**First ionisation energies of groups 2 and 12: screening, relativity and correlation**

The table holds ns² → ns¹ ionisation energies of Mg, Ca, Sr, Ba, Zn, Cd and Hg from two-component X2C GHF and GMP2 (PySCF, x2c-TZVPall-2c with diffuse functions), without and with a screened spin-orbit term, beside NIST measured values. The program converts the energies to effective quantum numbers, tests Slater's rules without fitting, and predicts Hg from Ba with a group 2 to group 12 offset in n* fixed on Zn/Ca and Cd/Sr, with and without a Dirac s₁/₂ defect term. Slater's rules overshoot Zn and Cd by 67 and 49 % and place Hg below Cd; the constant offset gives 7.88 eV for Hg against 10.44 eV measured, and the crude Dirac term raises this to 8.97 eV. Spin-orbit shifts reach only 0.030 eV (Hg) and grow roughly as Z⁴ to Z⁵ in group 12. GHF lies 13.4 to 18.5 % below measurement, and GMP2 closes 58 to 92 % of that gap while exaggerating the Cd to Hg rise.

Calculated values. First ionisation energies of group 2 and 12 atoms as total-energy differences, from PySCF 2.14.0 with two-component X2C GHF and GMP2, a Gaussian nucleus and the x2c-TZVPall-2c basis plus one diffuse shell per l. Spin-free omits spin-orbit coupling; screened-SO includes the one-electron term with screened-nucleus factors. Tabulated values are from NIST.

## Analysis program

```python
# Table: first ionisation energies (eV), ns2 -> ns1, groups 2 and 12; PySCF X2C GHF and GMP2,
# spin-free and screened spin-orbit, x2c-TZVPall-2c + diffuse; NIST measured reference.
# Tested: n* = sqrt(Ry/IE), Slater's rules, Hg predicted from Ba, sizes of spin-orbit and correlation.
T = {
    'species': ['Mg', 'Ca', 'Sr', 'Ba', 'Zn', 'Cd', 'Hg'],
    'Z': [12, 20, 38, 56, 30, 48, 80],
    'N': [12, 20, 38, 56, 30, 48, 80],
    'config': ['[Ne] 3s2', '[Ar] 4s2', '[Kr] 5s2', '[Xe] 6s2', '[Ar] 3d10 4s2', '[Kr] 4d10 5s2', '[Xe] 4f14 5d10 6s2'],
    'final': ['[Ne] (3s1/2)1', '[Ar] (4s1/2)1', '[Kr] (5s1/2)1', '[Xe] (6s1/2)1', '[Ar] 3d10 (4s1/2)1', '[Kr] 4d10 (5s1/2)1', '[Xe] 4f14 5d10 (6s1/2)1'],
    'frozen': [10, 10, 28, 46, 10, 28, 60],
    'ghf_spin_free': [6.62, 5.14, 4.75, 4.27, 7.79, 7.33, 8.52],  # eV
    'gmp2_spin_free': [7.22, 5.89, 5.53, 5.03, 9.0, 8.58, 10.27],  # eV
    'ghf_screened_so': [6.62, 5.14, 4.75, 4.27, 7.79, 7.33, 8.54],  # eV
    'gmp2_screened_so': [7.22, 5.89, 5.53, 5.03, 9.0, 8.58, 10.29],  # eV
    'ref': [7.64624, 6.11316, 5.69487, 5.21166, 9.3942, 8.99382, 10.4375],  # eV
    'kind': ['measured', 'measured', 'measured', 'measured', 'measured', 'measured', 'measured'],
}
import numpy as np
from scipy.constants import alpha, physical_constants as pc
Ry = pc['Rydberg constant times hc in eV'][0]
sp = list(T['species']); ix = {s: i for i, s in enumerate(sp)}
A = lambda k: np.array(T[k], float)
Z, ref, act = A('Z'), A('ref'), A('N') - A('frozen')
cols = ['ghf_spin_free', 'gmp2_spin_free', 'ghf_screened_so', 'gmp2_screened_so']
# unrounded further outputs of the same runs (eV), same order as cols
F = {'Mg': (6.62064, 7.215341, 6.620642, 7.215342), 'Ca': (5.138577, 5.887155, 5.138576, 5.887154),
     'Sr': (4.745863, 5.527686, 4.745868, 5.527644), 'Ba': (4.273545, 5.029032, 4.27402, 5.029283),
     'Zn': (7.788958, 8.999776, 7.789206, 9.000141), 'Cd': (7.331645, 8.578057, 7.333235, 8.580396),
     'Hg': (8.517304, 10.26513, 8.539553, 10.29468)}
U = np.array([F[s] for s in sp]); R = np.array([A(c) for c in cols]).T
n = np.array([{'Mg': 3, 'Ca': 4, 'Sr': 5, 'Ba': 6, 'Zn': 4, 'Cd': 5, 'Hg': 6}[s] for s in sp])
m = np.array([18 if s in ('Zn', 'Cd', 'Hg') else 8 for s in sp])  # electrons in shell n-1
nS = np.array([{3: 3.0, 4: 3.7, 5: 4.0, 6: 4.2}[k] for k in n])   # Slater's effective n
Z0 = Z - 0.35 - 0.85 * m - (Z - 2 - m)
sla = Ry * (2 * Z0**2 - (Z0 + 0.35)**2) / nS**2
ns = lambda E: np.sqrt(Ry / E)
g = 1 - np.sqrt(1 - (Z * alpha)**2)
print(f"rounding 0.005 eV (n* floor {max(ns(R[:,0])*0.0025/R[:,0]):.4f}); max|table-unrounded| {abs(U-R).max():.4f} eV")
print("row n n*(GHF sf) n*(meas) defect(meas) Zalpha g | Slater Zeff, IE eV, error %")
for i, s in enumerate(sp):
    print(f"{s} {n[i]} {ns(R[i,0]):.3f} {ns(ref[i]):.3f} {n[i]-ns(ref[i]):.3f} {Z[i]*alpha:.3f} {g[i]:.3f} | {Z0[i]:.2f} {sla[i]:.2f} {100*(sla[i]/ref[i]-1):+.0f}")
soH, soM, cor = U[:, 2] - U[:, 0], U[:, 3] - U[:, 1], U[:, 3] - U[:, 2]
eH, eM = U[:, 2] - ref, U[:, 3] - ref
print("row active e | SO shift GHF, GMP2 eV | GMP2-GHF, err GHF, err GMP2 eV | err GHF %, GMP2 %, gap recovered %")
for i, s in enumerate(sp):
    print(f"{s} {act[i]:.0f} | {soH[i]:+.5f} {soM[i]:+.5f} | {cor[i]:.3f} {eH[i]:+.3f} {eM[i]:+.3f} | {100*eH[i]/ref[i]:+.1f} {100*eM[i]/ref[i]:+.1f} {-100*cor[i]/eH[i]:.0f}")
print(f"mean abs error eV: GHF {abs(eH).mean():.2f} (worst {sp[np.argmax(abs(eH))]}), GMP2 {abs(eM).mean():.2f} (worst {sp[np.argmax(abs(eM))]})")
print("step eV: GHF sf, GHF SO, GMP2 SO, measured, Slater | rise of defect (meas)")
for a, b in [('Mg', 'Ca'), ('Ca', 'Sr'), ('Sr', 'Ba'), ('Zn', 'Cd'), ('Cd', 'Hg'), ('Zn', 'Hg')]:
    i, j = ix[a], ix[b]
    print(f"{a}->{b} {U[j,0]-U[i,0]:+.2f} {U[j,2]-U[i,2]:+.2f} {U[j,3]-U[i,3]:+.2f} {ref[j]-ref[i]:+.2f} {sla[j]-sla[i]:+.2f} | {n[j]-ns(ref[j])-n[i]+ns(ref[i]):.3f}")
P = [(ix['Ca'], ix['Zn']), (ix['Sr'], ix['Cd']), (ix['Ba'], ix['Hg'])]
dg = np.array([g[j] - g[i] for i, j in P])
print("pair: IE ratio GHF sf, meas, Slater | difference meas eV | D GHF sf, D meas | dg")
for (i, j), d in zip(P, dg):
    print(f"{sp[j]}/{sp[i]} {R[j,0]/R[i,0]:.2f} {ref[j]/ref[i]:.2f} {sla[j]/sla[i]:.2f} | {ref[j]-ref[i]:.2f} | {ns(R[i,0])-ns(R[j,0]):.3f} {ns(ref[i])-ns(ref[j]):.3f} | {d:.3f}")
print("D = d0 + k*dg, d0 from Zn/Ca and Cd/Sr; Hg held out (4f14, large Z alpha); model minus value, eV")
for name, E in [('GHF sf', R[:, 0]), ('measured', ref)]:
    D = np.array([ns(E[i]) - ns(E[j]) for i, j in P])
    for k in (0, 1):
        d0 = np.mean(D[:2] - k * dg[:2])
        pr = np.array([Ry / (ns(E[i]) - d0 - k * d)**2 for (i, j), d in zip(P, dg)])
        r = pr - np.array([E[j] for i, j in P])
        print(f"{name} k={k}: d0 {d0:.3f}; Zn {r[0]:+.2f} Cd {r[1]:+.2f}; Hg pred {pr[2]:.2f}, miss {r[2]:+.2f}")
zn, cd, hg, ba = ix['Zn'], ix['Cd'], ix['Hg'], ix['Ba']
ex = lambda y, i, j: np.log(y[j] / y[i]) / np.log(Z[j] / Z[i])
es = [ex(soH, zn, cd), ex(soH, cd, hg), ex(soM, zn, cd), ex(soM, cd, hg)]
print("SO exponent in Z: GHF Zn-Cd %.1f, Cd-Hg %.1f; GMP2 Zn-Cd %.1f, Cd-Hg %.1f" % tuple(es))
print(f"SO shift Cd/Ba: GHF {soH[cd]/soH[ba]:.1f}, GMP2 {soM[cd]/soM[ba]:.1f}; Hg correlation/SO {cor[hg]/soM[hg]:.0f}")
print(f"SO share of GMP2 Cd->Hg rise {100*(soM[hg]-soM[cd])/(U[hg,3]-U[cd,3]):.1f} %")
allE = np.column_stack([R, ref])
assert all(np.all(allE[ix[a]] > allE[ix[b]]) for a, b in [('Mg', 'Ca'), ('Ca', 'Sr'), ('Sr', 'Ba'), ('Hg', 'Zn'), ('Zn', 'Cd')])
assert np.all(R[:, 2] < R[:, 3]) and np.all(R[:, 3] < ref)
assert np.all(abs(soM) < 0.05 * cor)
assert all(3 < e < 6 for e in es)
```

Running it gives:

```
rounding 0.005 eV (n* floor 0.0010); max|table-unrounded| 0.0049 eV
row n n*(GHF sf) n*(meas) defect(meas) Zalpha g | Slater Zeff, IE eV, error %
Mg 3 1.434 1.334 1.666 0.088 0.004 | 2.85 9.08 +19
Ca 4 1.627 1.492 2.508 0.146 0.011 | 2.85 5.97 -2
Sr 5 1.692 1.546 3.454 0.277 0.039 | 2.85 5.11 -10
Ba 6 1.785 1.616 4.384 0.409 0.087 | 2.85 4.63 -11
Zn 4 1.322 1.203 2.797 0.219 0.024 | 4.35 15.66 +67
Cd 5 1.362 1.230 3.770 0.350 0.063 | 4.35 13.40 +49
Hg 6 1.264 1.142 4.858 0.584 0.188 | 4.35 12.15 +16
row active e | SO shift GHF, GMP2 eV | GMP2-GHF, err GHF, err GMP2 eV | err GHF %, GMP2 %, gap recovered %
Mg 2 | +0.00000 +0.00000 | 0.595 -1.026 -0.431 | -13.4 -5.6 58
Ca 10 | -0.00000 -0.00000 | 0.749 -0.975 -0.226 | -15.9 -3.7 77
Sr 10 | +0.00000 -0.00004 | 0.782 -0.949 -0.167 | -16.7 -2.9 82
Ba 10 | +0.00047 +0.00025 | 0.755 -0.938 -0.182 | -18.0 -3.5 81
Zn 20 | +0.00025 +0.00036 | 1.211 -1.605 -0.394 | -17.1 -4.2 75
Cd 20 | +0.00159 +0.00234 | 1.247 -1.661 -0.413 | -18.5 -4.6 75
Hg 20 | +0.02225 +0.02955 | 1.755 -1.898 -0.143 | -18.2 -1.4 92
mean abs error eV: GHF 1.29 (worst Hg), GMP2 0.28 (worst Mg)
step eV: GHF sf, GHF SO, GMP2 SO, measured, Slater | rise of defect (meas)
Mg->Ca -1.48 -1.48 -1.33 -1.53 -3.11 | 0.842
Ca->Sr -0.39 -0.39 -0.36 -0.42 -0.86 | 0.946
Sr->Ba -0.47 -0.47 -0.50 -0.48 -0.47 | 0.930
Zn->Cd -0.46 -0.46 -0.42 -0.40 -2.26 | 0.974
Cd->Hg +1.19 +1.21 +1.71 +1.44 -1.25 | 1.088
Zn->Hg +0.73 +0.75 +1.29 +1.04 -3.51 | 2.062
pair: IE ratio GHF sf, meas, Slater | difference meas eV | D GHF sf, D meas | dg
Zn/Ca 1.52 1.54 2.62 | 3.28 | 0.305 0.288 | 0.014
Cd/Sr 1.54 1.58 2.62 | 3.30 | 0.330 0.316 | 0.024
Hg/Ba 2.00 2.00 2.62 | 5.23 | 0.521 0.474 | 0.101
D = d0 + k*dg, d0 from Zn/Ca and Cd/Sr; Hg held out (4f14, large Z alpha); model minus value, eV
GHF sf k=0: d0 0.318; Zn +0.15 Cd -0.13; Hg pred 6.32, miss -2.20
GHF sf k=1: d0 0.299; Zn +0.08 Cd -0.08; Hg pred 7.09, miss -1.43
measured k=0: d0 0.302; Zn +0.22 Cd -0.20; Hg pred 7.88, miss -2.55
measured k=1: d0 0.283; Zn +0.13 Cd -0.12; Hg pred 8.97, miss -1.47
SO exponent in Z: GHF Zn-Cd 4.0, Cd-Hg 5.2; GMP2 Zn-Cd 4.0, Cd-Hg 5.0
SO shift Cd/Ba: GHF 3.3, GMP2 9.3; Hg correlation/SO 59
SO share of GMP2 Cd->Hg rise 1.6 %
```
